**Question: How is the Shockley current-voltage law derived for a symmetric double-gate JFET, and where does it stop working?**

My device is a silicon n-channel JFET with a p$^+$ gate on each face, the two gates wired together. The channel is uniformly doped and $2a$ thick. I know the law with the $3/2$ powers for a channel with a single gate. I would like a full derivation for the symmetric case, since I can't tell where the factors of 2 go in the prefactor and in the pinch-off voltage. I also don't see why a formula should be trusted up to a point where the channel has zero opening and still carries current.

---

**Answer**

With $a$ the half-thickness, the pinch-off voltage keeps its single-gate form and the conductance prefactor doubles. The model is the gradual-channel treatment of Shockley (1952).

**Geometry and conventions**

The coordinate $x$ runs from the source end ($x=0$) to the drain end ($x=L$) of the gated region, $y$ runs across the channel with the junctions at $y=\pm a$, and $W$ is the width. The donor density is $N$, the electron mobility $\mu$, the permittivity $\varepsilon$, and $q>0$ is the elementary charge. The source is grounded. $V_G$ is the gate voltage (negative for reverse bias), $V_D\ge 0$ the drain voltage, $V_{bi}>0$ the built-in potential, and $I_D$ the conventional current entering the drain. The electrostatic potential $\psi$ is zero in the neutral channel at the source, so it is $V_G-V_{bi}$ in the neutral gates. Its value in the neutral channel is called $V(x)$, with $V(0)=0$ and $V(L)=V_D$. A prime means $d/dx$.

**Premises**

1. Abrupt, one-sided junctions: the gate acceptor density $N_A\gg N$, so the whole junction potential drops in the channel layer.
2. Depletion approximation with fully ionised donors: the charge density is $qN$ in a layer of depth $h(x)$ under each gate, and the electron density is $N$ elsewhere.
3. Gradual channel: $h$ changes slowly along $x$.
4. Constant mobility.
5. Steady state, uniform temperature, no gate current, no generation or avalanche, no resistance outside the gated region, no edge effects along $W$.

**Step 1: depletion depth**

Both gates carry the same voltage, so $\psi(x,-y)=\psi(x,y)$ and one half suffices. Let $\eta=a-y$ be the depth below the upper junction. For $0<\eta<h$ Poisson's equation reads

$$\partial_x^2\psi+\partial_\eta^2\psi=-\frac{qN}{\varepsilon}.$$

Premise 3 drops $\partial_x^2\psi$; its size is computed further down. At the depletion edge $\psi$ joins the neutral channel, which has no transverse field at this order, so $\psi=V(x)$ and $\partial_\eta\psi=0$ at $\eta=h$. One integration gives $\partial_\eta\psi=(qN/\varepsilon)(h-\eta)$, and a second gives

$$\psi(x,\eta)=V(x)-\frac{qN}{2\varepsilon}\,[h(x)-\eta]^2. \tag{1}$$

By premise 1, $\psi=V_G-V_{bi}$ at $\eta=0$. The local band bending $U$ is therefore

$$U(x)\equiv V_{bi}-V_G+V(x)=\frac{qN h^2}{2\varepsilon}.$$

The two depletion layers meet at the midplane when $h=a$. This defines the pinch-off voltage and a reduced depth $s$:

$$V_p=\frac{qNa^2}{2\varepsilon},\qquad s(x)\equiv\frac{h}{a}=\sqrt{\frac{U(x)}{V_p}}. \tag{2}$$

Each gate has to deplete only its own half, so no extra factor enters $V_p$. In terms of the full thickness $t=2a$ it is $qNt^2/(8\varepsilon)$.

**Step 2: local current**

The neutral channel has cross-section $2W(a-h)$. The electron density there is uniform, so there is no diffusion current. The field is $-V'$, electrons drift toward the drain at speed $\mu V'$, and the conventional current flows toward the source with density $qN\mu V'$. The current entering the drain is

$$I_D=2qN\mu W a\,(1-s)\,V'=G_0L\,(1-s)\,V',\qquad G_0=\frac{2qN\mu aW}{L}. \tag{3}$$

$G_0$ is the conductance of the undepleted slab of thickness $2a$, and the factor 2 sits here. By premise 5 no current leaves through the gates, so $I_D$ doesn't depend on $x$.

**Step 3: integration along the channel**

Multiply (3) by $dx$, insert (2), and integrate from source to drain:

$$I_D\int_0^L dx=G_0L\int_0^{V_D}\left[1-\sqrt{\frac{V_{bi}-V_G+V}{V_p}}\right]dV.$$

The change of variable is allowed because $V'>0$ wherever $s<1$ and $I_D>0$. With $\int U^{1/2}dU=\tfrac23U^{3/2}$,

$$\boxed{I_D=G_0\left\{V_D-\frac{2}{3}\,\frac{(V_{bi}-V_G+V_D)^{3/2}-(V_{bi}-V_G)^{3/2}}{V_p^{1/2}}\right\}} \tag{4}$$

Write $s_0=s(0)$, $s_L=s(L)$, $f(s)=s^2-\tfrac23s^3$ and $i=I_D/(G_0V_p)$. Since $V_D=V_p(s_L^2-s_0^2)$, the law is $i=f(s_L)-f(s_0)$. Stopping the integration at $x$ gives the profile implicitly:

$$\frac{x}{L}=\frac{f(s)-f(s_0)}{i}. \tag{5}$$

A single-gate JFET or a MESFET with channel thickness $a$ and an ideal insulating back face is one half of this structure, since the midplane carries neither normal field nor normal current. Then (4) holds with the same $V_p$ and with $G_0=qN\mu aW/L$. For a MESFET, $V_{bi}$ is the zero-bias band bending under the Schottky gate.

**Step 4: conductances, saturation and threshold**

Differentiating (4),

$$g_d=\frac{\partial I_D}{\partial V_D}=G_0(1-s_L),\qquad g_m=\frac{\partial I_D}{\partial V_G}=G_0(s_L-s_0).$$

For small $V_D$ the device is a resistor of conductance $G_0(1-s_0)$. The slope $g_d$ falls as $V_D$ rises and vanishes at $s_L=1$, where the depletion layers touch at the drain:

$$V_{Dsat}=V_p-V_{bi}+V_G=V_G-V_T,\qquad V_T=V_{bi}-V_p.$$

Setting $s_L=1$ and using $f(1)=\tfrac13$,

$$I_{Dsat}=G_0V_p\left[\tfrac13-s_0^2+\tfrac23s_0^3\right]=\frac{G_0V_p}{3}(1-s_0)^2(1+2s_0),\qquad g_{m,sat}=G_0(1-s_0). \tag{6}$$

The saturated transconductance equals the low-bias channel conductance at the same gate voltage. At $V_G=V_T$ one has $s_0=1$ and the channel is closed along its whole length. $V_p$ is a band bending and $V_T$ is a terminal voltage, and the two should be kept apart. Near threshold $1-s_0\simeq(1-s_0^2)/2=(V_G-V_T)/(2V_p)$ and $1+2s_0\simeq3$, so $I_{Dsat}\simeq G_0(V_G-V_T)^2/(4V_p)$.

For $V_D>V_{Dsat}$, (4) decreases. That branch has $h>a$, a negative cross-section, and no physical meaning.

**Size of the neglected terms**

*Gradual channel.* From (2), $V'=2V_p\,s\,s'$. Inserting this in (3) gives the slope of the depletion edge:

$$h'=\frac{a}{L}\,\frac{i}{2s(1-s)}. \tag{7}$$

Differentiating (1) twice gives $\partial_x^2\psi=V''-(qN/\varepsilon)[h'^2+(h-\eta)h'']$. The relation $U=qNh^2/(2\varepsilon)$ gives $V''=(qN/\varepsilon)(h'^2+hh'')$. The difference is $\partial_x^2\psi=(qN/\varepsilon)\,\eta h''$, so the dropped term relative to the kept one is at most $|hh''|$. Differentiating (7),

$$hh''=h'^2\,\frac{2s-1}{1-s}. \tag{8}$$

In the neutral channel current conservation at uniform conductivity gives Laplace's equation, $\partial_y^2\psi=-V''$. The potential then varies from midplane to edge by $V''(a-h)^2/2$. Constancy of (3) gives $V''=V'h'/(a-h)$, so this variation is a fraction $h'^2(1-s)/s$ of $U$. Both corrections scale as $(a/L)^2$, and (8) diverges as $s\to1$.

*Sharp depletion edge.* The electron density recovers over the Debye length $L_D=\sqrt{\varepsilon k_BT/(q^2N)}$, so premise 2 needs $a-h\gg L_D$. When that holds, take Boltzmann electrons, with density $Ne^{-q\phi/k_BT}$ at band bending $\phi$. The first integral of Poisson's equation gives a squared junction field $(2qN/\varepsilon)\int_0^U(1-e^{-q\phi/k_BT})\,d\phi$, and the integral is $U-k_BT/q$ for $U\gg k_BT/q$. By Gauss's law the missing electron charge is that of an abrupt layer with $V_{bi}$ lowered by $k_BT/q$. Holes spilling out of the p$^+$ gate take up a further few $k_BT/q$. Since $\partial I_D/\partial V_{bi}=-g_m$, each $k_BT/q$ of lowering raises the current by $g_mk_BT/q$.

*Constant mobility.* By (3) the field is $V'=iV_p/[L(1-s)]$, which also diverges at pinch-off. It has to stay well below $E_c=v_s/\mu$, with $v_s$ the saturation velocity. The empirical form $v=\mu E/(1+E/E_c)$ can be integrated exactly. Equation (3) becomes $I(1+V'/E_c)=G_0L(1-s)V'$, the left side integrates to $I(L+V_D/E_c)$, and

$$I=\frac{I_D}{1+V_D/(E_cL)}, \tag{9}$$

with $I_D$ from (4). The form $v=\mu E/\sqrt{1+(E/E_c)^2}$, often used for electrons in silicon, gives a higher velocity at every field, so of the two forms (9) gives the larger reduction.

These results answer the last part of the question. The channel never closes while it carries current: a thin filament of fast electrons remains, and (4) doesn't describe it. With $\delta=1-s$ one has $f(1)-f(s)=\delta^2-\tfrac23\delta^3$, so at $V_{Dsat}$ the part of the channel narrower than $\delta$ has, by (5), the length $L(\delta^2-\tfrac23\delta^3)/i$. This is second order in $\delta$, and the current is stationary there. The nearly pinched part is short, and the long gradual part fixes the current.

**Range of validity**

- Gate bias $V_T<V_G$, with the junctions not conducting, in practice $V_G\lesssim0$. Within a few $k_BT/q$ of $V_T$ and below it the current is diffusive and falls exponentially, whereas (4) goes to zero at $V_T$.
- Drain bias $0\le V_D\le V_{Dsat}$, with the local solution reliable only where $a(1-s)\gg L_D$, $|hh''|\ll1$ and $V'\ll E_c$.
- Long channel in two senses, $L\gg a$ and $E_cL\gg V_{Dsat}$.
- Above $V_{Dsat}$ the current is taken to stay near (6). This is an added argument: the extra voltage falls across a short high-field section $\Delta L$, and the current rises roughly as $L/(L-\Delta L)$ until gate-drain breakdown.
- Source and drain resistances $R_S$, $R_D$ enter by $V_G\to V_G-I_DR_S$ and $V_D\to V_D-I_D(R_S+R_D)$.

**Numerical illustration: silicon at 300 K**

Design values: $N=10^{22}$ m$^{-3}$, $N_A=10^{25}$ m$^{-3}$, $a=0.70$ µm, $L=20$ µm, $W=200$ µm, so $a/L=0.035$ and $N/N_A=0.001$. The measured static dielectric constant is 11.7 (300 K, as listed by the Ioffe Institute), giving $\varepsilon=1.036\times10^{-10}$ F/m. Typical approximate inputs: $\mu=0.12$ m$^2$/(V s) at this doping, intrinsic density $n_i=1.0\times10^{16}$ m$^{-3}$, $v_s=1.0\times10^5$ m/s.

With $k_BT/q=25.9$ mV, the nondegenerate formula $V_{bi}=(k_BT/q)\ln(NN_A/n_i^2)$ gives 0.89 V, which is used as the input from here on. Other intermediate values are carried unrounded. Then

$$V_p=3.79\ \text{V},\qquad V_T=-2.90\ \text{V},\qquad G_0=2.69\ \text{mS},\qquad L_D=41\ \text{nm}.$$

Take $V_G=0$ and $V_D=1$ V. In powers of volts, $1.89^{3/2}=2.598$, $0.89^{3/2}=0.840$ and $V_p^{1/2}=1.947$. The subtracted term in (4) is 0.602 V, the braces equal 0.398 V, and $I_D=1.07$ mA, or $i=0.105$. The straight line $G_0(1-s_0)V_D$ would give 1.39 mA. At the drain end $s_L=0.706$, and (7) and (8) give $h'=8.9\times10^{-3}$ and $hh''=1.1\times10^{-4}$, so the gradual-channel step is safe. The field there is $6.8\times10^4$ V/m against $E_c=8.3\times10^5$ V/m, a ratio of 0.08. With $E_cL=17$ V, (9) lowers the current by 6 % to 1.01 mA, while the square-root form lowers the drift velocity by at most 0.3 %.

The saturation values from (6) are:

| $V_G$ (V) | $s_0$ | $a(1-s_0)$ (nm) | $V_{Dsat}$ (V) | $I_{Dsat}$ (mA) | $g_{m,sat}$ (mS) |
|---|---|---|---|---|---|
| 0 | 0.485 | 361 | 2.90 | 1.8 | 1.4 |
| $-1$ | 0.706 | 206 | 1.90 | 0.71 | 0.79 |
| $-2$ | 0.873 | 89 | 0.90 | 0.15 | 0.34 |

Currents and conductances carry two figures because the corrections are not small. One $k_BT/q$ in $V_{bi}$ moves $I_{Dsat}$ by 2.0 % at $V_G=0$ and by 5.9 % at $V_G=-2$ V. In the last row the half-opening at the source is only about two Debye lengths, so that row is marginal.

At $V_G=0$ and $V_D=V_{Dsat}$, where $i=0.174$, the premises fail in turn as one moves toward the drain. The half-opening reaches $L_D$ at $\delta=0.058$, the constant-mobility field reaches $E_c$ at $\delta=0.040$, and $hh''$ reaches 1 at $\delta=0.021$. The part with $\delta<0.058$ is the last 1.9 % of the channel, 0.38 µm. Velocity saturation acts along the whole channel and matters more: (9) has its maximum, 1.5 mA, at $V_D=2.6$ V, which is 14 % below the value from (6). Self-heating is negligible. The power is 5.2 mW, and with the measured thermal conductivity $\kappa=130$ W/(m K) (temperature not stated, as listed by the Ioffe Institute) the temperature scale $P/(\kappa W)$ for a strip source on a thick silicon substrate is 0.2 K, up to a geometric factor of order one.